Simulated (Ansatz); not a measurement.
# Ti$_{5}$Ge$_{3}$: a fit and a missing row

Ti$_{5}$Ge$_{3}$, P6_3/mcm, a = 7.548 Å, c = 5.196 Å. The structure is a COD entry; whether it is the stable form wasn't checked. Ansatz: r2SCAN, PAW, 500 eV, Γ-centred 6×6×8 mesh on 16 atoms, Gaussian smearing 0.10 eV; no spin polarisation. Shape and atoms are relaxed at each volume; pressure is positive in compression.

```tsv
V (Å³/atom)	P (GPa)
14.098	23.15
14.579	15.94
15.060	9.77
15.540	4.50
16.021	-0.01
16.501	-3.84
16.982	?
17.623	-10.72
```

Q: Take V0 = 16.021 Å³/atom, count pressures from its P0 = -0.01 GPa, fit the third-order Birch–Murnaghan form to the other rows, and predict the missing pressure.

A: With the Eulerian strain f = ½[(V0/V)^(2/3) − 1] and y = (P − P0)/[3f(1 + 2f)^(5/2)], the form is the line y = B0 + 1.5 B0 (B0′ − 4) f. Rows (f, y): 0.04449, 140.2; 0.03245, 140.0; 0.02105, 139.7; 0.01026, 139.3; -0.00974, 137.7; -0.03078, 136.0. Means f = 0.01129, y = 138.82; Σ(Δf)² = 0.003858, ΣΔfΔy = 0.2211; the slope is their ratio. y = 138.2 + 57.30 f GPa, so B0 = 138.2 GPa and B0′ = 4 + 2 × (57.30)/(3 × 138.2) = 4.28. At V = 16.982, f = -0.01905, y = 137.11 and P = -7.12 GPa. The run gave -7.12 GPa, the same to the digits shown.

Cost: 8 runs of about 71 core-minutes in all, on Oxide Virtual Turin-like Processor (Zen 5) (shared hosts).

The fit describes a fairly stiff intermetallic, with B0 = 138.2 GPa, above the bulk moduli of both elemental titanium and germanium. The probable reason is hybridisation between Ti 3d and Ge 4p states, which adds directional bonding to the metallic Ti–Ti interaction. B0′ = 4.28 is ordinary for a metal: compression raises the kinetic energy of the valence electrons and the overlap repulsion faster than bonding can compensate, while expansion weakens both.

The recovered pressure of -7.12 GPa is an interpolation between two expanded volumes, so it tests the smoothness of the curve more than the predictive reach of the equation. The y values rise with f throughout, but clearly flatten under compression, whereas the third-order form demands a straight line. This suggests a higher-order strain term, or a small volume-dependent error in the stress from the finite basis. B0′ is therefore an average over the fitted range, and probably somewhat below the local derivative at V0. How the compression divides between the a and c axes remains open.
